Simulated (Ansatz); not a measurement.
# Appearance energy of a fragment ion: C3H10SSi → [SiH3]+ + C3H7S + e⁻

Species: C3H10SSi `CC(C)S[SiH3]`, singlet; [SiH3]+ `[SiH3+]`, singlet; C3H7S `CC(C)[S]`, doublet. 

Shapes, held fixed at every level: PBE0-D4/def2-TZVP. Flexible molecules stand in one conformer, not always the lowest. Programs: Ansatz 0.2.0. Electronic energies: no zero-point or thermal term.

(1) Estimate ΔE of this reaction.

## Answers

(1) The highest level, CCSD(T)/CBS estimate, gives ΔE = +11.96 eV; the levels span +10.20 to +11.96. The column of differences is taken from that level and isn't an error. No measured value is set beside it here. Open shells run unrestricted unless RO is named. The CBS estimate extrapolates MP2 from def2-TZVPP and def2-QZVPP and adds CCSD(T) − MP2 in the triple-zeta set, cores frozen. The onset seen in experiment also holds zero-point changes and kinetic shifts.

| level | kind | ΔE (eV) | less CCSD(T)/CBS estimate |
| --- | --- | --- | --- |
| HF/def2-TZVPP | Hartree–Fock | +10.20 | -1.76 |
| PBE0-D4/def2-TZVPP | global hybrid | +11.95 | -0.01 |
| wB97M-V/def2-TZVPP | range-separated hybrid | +11.82 | -0.14 |
| wB97X-V/def2-TZVPP | range-separated hybrid | +11.84 | -0.12 |
| MP2/def2-TZVPP | perturbation theory | +11.85 | -0.11 |
| CCSD/def2-TZVPP | coupled cluster or CI | +11.59 | -0.37 |
| CCSD(T)/CBS estimate | coupled cluster or CI | +11.96 | 0.00 |

Forming the silyl cation from this silanethiol ether costs close to twelve electronvolts at the best level. The energy can be read as homolysis of the Si–S bond plus ionization of the silyl radical, whose unpaired electron sits in a silicon-centred orbital. The cation left behind has an empty silicon 3p orbital and no lone-pair neighbour to stabilize it.

Hartree–Fock falls short by 1.76 eV because the intact molecule has one more electron pair than the products: of the two Si–S bonding electrons, one stays on sulfur and the other leaves. The correlation energy of that pair, and its coupling to the remaining electrons, is therefore lost on fragmentation. MP2 and CCSD recover most of it. The remaining CCSD shortfall probably combines missing triples with basis incompleteness, so it can't be assigned to triples alone. The near-exact agreement of PBE0-D4 may owe something to error cancellation.

The result doesn't establish this as the lowest fragmentation channel, since a competing sulfur-containing cation could rearrange to protonated thioacetone.
